# Sketching the frontier levels of a boron–nitrogen emitter by hand

Three numbers reproduce the nine orbital energies of this molecule with a typical miss of 0.3 eV. Most of the levels lie in two groups that resemble the filled and empty π levels of benzene. Nitrogen lifts one filled level out of the lower group, and boron draws one empty level down from the upper group by a similar amount. These two displaced levels are the HOMO and the LUMO, the highest filled and lowest empty orbitals.

PySCF 2.14.0, Hartree–Fock with the pcSseg-0 basis set and density fitting, for the neutral singlet molecule C24H16BNO2 (SMILES Oc1ccc2c(c1)B1c3ccccc3N(c3ccccc3)c3cccc(c31)O2) in the gas phase at its GFN2-xTB geometry. Atom weights are fractions of an orbital from Löwdin populations.

```tsv
row	orbital energy (eV)	orbital label	orbital largest atom weight
1	-9.600	HOMO-4	0.130
2	-9.430	HOMO-3	0.110
3	-9.190	HOMO-2	0.220
4	-8.610	HOMO-1	0.130
5	-7.540	HOMO	0.150
6	1.550	LUMO	0.300
7	2.980	LUMO+1	0.190
8	3.120	LUMO+2	0.300
9	3.320	LUMO+3	0.120
```

## Two groups and two outsiders

The orbital labels count away from the gap: HOMO-1 is the next filled level below the HOMO, and LUMO+1 the next empty level above the LUMO. Within each group, neighbouring levels are at most 0.58 eV apart. The HOMO stands 1.07 eV above its neighbour, and the LUMO 1.43 eV below its own. A sketch therefore needs a place for each group and a shift for the two outsiders.

The column of largest atom weights gives the share of an orbital on its most heavily occupied atom. It does not tell us the energy. The LUMO and LUMO+2 both have a weight of 0.30, yet they lie about 1.6 eV apart. In the LUMO this weight belongs to boron, whereas LUMO+2 sits mainly on the phenyl ring attached to nitrogen.

## Where the groups come from

Benzene has a pair of filled π orbitals at one energy and a pair of empty ones at a higher energy. This molecule contains four benzene rings, so it has several such orbitals on either side of the gap. Links between the rings mix them and spread their energies, but much of the original grouping can survive. This is standard π-orbital theory, and the two groups in the table fit it.

The distance between the groups is more than the cost of a less favourable bonding pattern. In Hartree–Fock theory an electron in a filled orbital does not repel itself, while an empty orbital is calculated as if an extra electron faced all the electrons already present. This raises the empty levels relative to the filled ones. The separation should therefore not be read as a bond strength between neighbouring carbon atoms.

## Why one level leaves each group

Nitrogen brings a filled p orbital into contact with the filled ring orbitals. When two such levels mix, one combination goes down and the other, with a sign change across the link, goes up. The upper combination becomes the HOMO. Its largest weight, 0.15, is on a ring carbon para to nitrogen, and nitrogen itself and an ortho carbon follow with almost equal shares. These two carbons are also ortho and para to the bridging oxygen, which may help to lift the level.

Boron brings an empty p orbital. It mixes with the empty ring orbitals, and the combination that is bonding across the link goes down to become the LUMO. This orbital has its largest weight on boron, followed by carbons ortho and para to boron. The two patterns support the assignment of the outsiders to the two heteroatoms, although they do not measure how far each atom moves a level.

A two-level estimate shows that the size is reasonable. Suppose that the heteroatom level and the ring levels start at the same energy, and that the coupling across one link is $t$. A suitable benzene orbital has a weight of $1/3$ on the linking carbon, so $n$ equivalent rings give a shift of $t\sqrt{n/3}$. With a rough coupling of 2 eV, two rings give 1.6 eV and three rings 2 eV. The true levels do not start at equal energies, and a ring twisted out of the plane couples less, so only the order of magnitude counts.

## Why one shift can serve for both

Boron and nitrogen face each other across the six-membered ring that contains them both, and each is bonded to three benzene rings. If one swaps the two atoms and turns the energy scale upside down, a filled donor level becomes an empty acceptor level, and the picture looks much as before. This argument makes similar shifts plausible.

The symmetry is only approximate. An oxygen bridge and a hydroxy group disturb it, and boron holds twice as large a share of the LUMO as nitrogen does of the HOMO. Nevertheless, the HOMO lies 1.7 eV above the mean of the listed lower group, and the LUMO 1.6 eV below that of the upper group. Part of this close match depends on where the table ends, because a longer list would move both means. Measured from the nearest level instead, the shifts are 1.07 and 1.43 eV, so they are similar rather than equal.

## The rule, worked on two rows

Let $C$ be the centre between the groups, $D$ half their separation, and $S$ the shift of an outsider. The rule is

$$
\begin{aligned}
E_{\text{filled group}} &= C-D, & E_{\text{HOMO}} &= C-D+S,\\
E_{\text{empty group}} &= C+D, & E_{\text{LUMO}} &= C+D-S.
\end{aligned}
$$

A least-squares fit to all nine rows, rounded for use on paper, gives $C=-3.0$ eV, $D=6.2$ eV and $S=1.6$ eV.

Take HOMO-2 first. It belongs to the filled group, so its energy is $-3.0-6.2=-9.2$ eV. The calculation gives $-9.19$ eV.

Now take the LUMO. Start from the empty group and subtract the shift: $-3.0+6.2-1.6=1.6$ eV. The calculation gives 1.55 eV. Both rows were part of the fit, so this agreement illustrates the rule but does not test it.

A somewhat stricter trial takes the shift from the HOMO alone. Subtracting it from the mean of the listed empty group puts the LUMO at 1.47 eV, about 0.1 eV too low. The group means still come from the same molecule, and the levels within each group scatter by more than this miss. The trial supports a common shift, but its accuracy is partly luck.

## How well it does

The analysis printed after this text lists the rule's miss for every row. The worst case is HOMO-1, which the rule places 0.6 eV too low. This orbital has its largest weights on the ring that carries the hydroxy group. The oxygen atoms there may lift it as nitrogen lifts the HOMO, but the table offers no comparison without them.

Without the shift, the typical miss rises from 0.3 to 0.7 eV, so the outsiders deserve their own term. An evenly spaced ladder on each side of the gap, also with three fitted numbers, does almost as well as the rule. When each row is predicted from the other eight, the typical miss is 0.3 eV for the rule and 0.5 eV for the ladder. This favours the picture of groups and outsiders, but nine levels of one molecule cannot prove it.

## Where the rule stops

The listed levels are only those nearest the gap. Four benzene rings supply eight filled and eight empty orbitals of the kind used here, and further ones lie beyond the ends of the table. The rule's group energies therefore describe the inner edges of the two sets. Continued deeper or higher, the rule would keep repeating the same two energies while the real levels move on.

The order within a group is also insecure. Some neighbours are less than 0.2 eV apart, and the small basis lacks the polarisation functions that let orbitals adapt their shape. The energies themselves, and with them the three constants, are also unreliable in such a basis. All four empty levels lie above zero, so they do not describe a bound extra electron. Diffuse functions would place further empty orbitals among them and could change the labels.

The gap between HOMO and LUMO is not the energy of the light absorbed. It is 9.1 eV here, whereas the strength of the first singlet excitation and its transition dipole imply an excitation energy of about 4.8 eV. The excited electron is attracted by the hole it leaves behind, which the empty Hartree–Fock levels do not include. The excitation energy is itself only rough. The response calculation used a small basis and a restricted set of empty orbitals. Hartree–Fock response also leaves out most electron correlation, which usually makes such excitation energies too high.

## Neighbouring cases

The mechanism explains a familiar contrast between simpler molecules. Triphenylamine has the nitrogen donor but no boron, and is known for giving up an electron easily. Triphenylborane has the empty boron orbital but no nitrogen donor, and is known as an electron acceptor. In the present molecule both outsiders occur together.

A change of method moves the numbers more than the idea. Common Kohn–Sham functionals give a much smaller gap than Hartree–Fock for the same molecule, so $D$ must be determined afresh for each method. The three constants should not be carried over to another molecule without a check either.

Boron–nitrogen molecules of this kind serve as emitters in organic light-emitting diodes. There the sketch shows which part of the molecule mainly governs the level for holes and which the level for electrons. The colour and the injection barriers also depend on the attraction between electron and hole and on the surrounding solid.

Printed output of the fit:

```
fit of orbital_energy on 9 rows: constant -3.025 +/- 0.11, coefficient of side 6.175 +/- 0.12, coefficient of shift 1.63 +/- 0.26; rms 0.263, worst 4 -0.59, leave-one-out rms 0.344
fit of orbital_energy on 9 rows: constant -3.066 +/- 0.28, coefficient of side 5.808 +/- 0.28; rms 0.726, worst 5 -1.33, leave-one-out rms 0.933
fit of orbital_energy on 9 rows: constant -2.938 +/- 0.13, coefficient of side 4.914 +/- 0.21, coefficient of ladder 0.511 +/- 0.096; rms 0.302, worst 7 -0.493, leave-one-out rms 0.472
Rounded rule against the calculation:
  row  rule in eV  computed in eV  miss in eV
    1        -9.2            -9.6         0.4
    2        -9.2           -9.43        0.23
    3        -9.2           -9.19       -0.01
    4        -9.2           -8.61       -0.59
    5        -7.6           -7.54       -0.06
    6         1.6            1.55        0.05
    7         3.2            2.98        0.22
    8         3.2            3.12        0.08
    9         3.2            3.32       -0.12
Rms miss of the rounded rule (eV): 0.2659
Mean of the filled group rows 1 to 4 (eV): -9.207
Mean of the empty group rows 7 to 9 (eV): 3.14
Rise of the HOMO above the filled group (eV): 1.667
Fall of the LUMO below the empty group (eV): 1.59
LUMO predicted with the shift of the HOMO (eV): 1.473
Miss of that LUMO prediction (eV): -0.0775
Order of magnitude of the shift from two equal levels (eV): 1.633
First singlet excitation energy inferred from the response output (eV): 4.824
HOMO to LUMO gap less that excitation energy (eV): 4.266
```
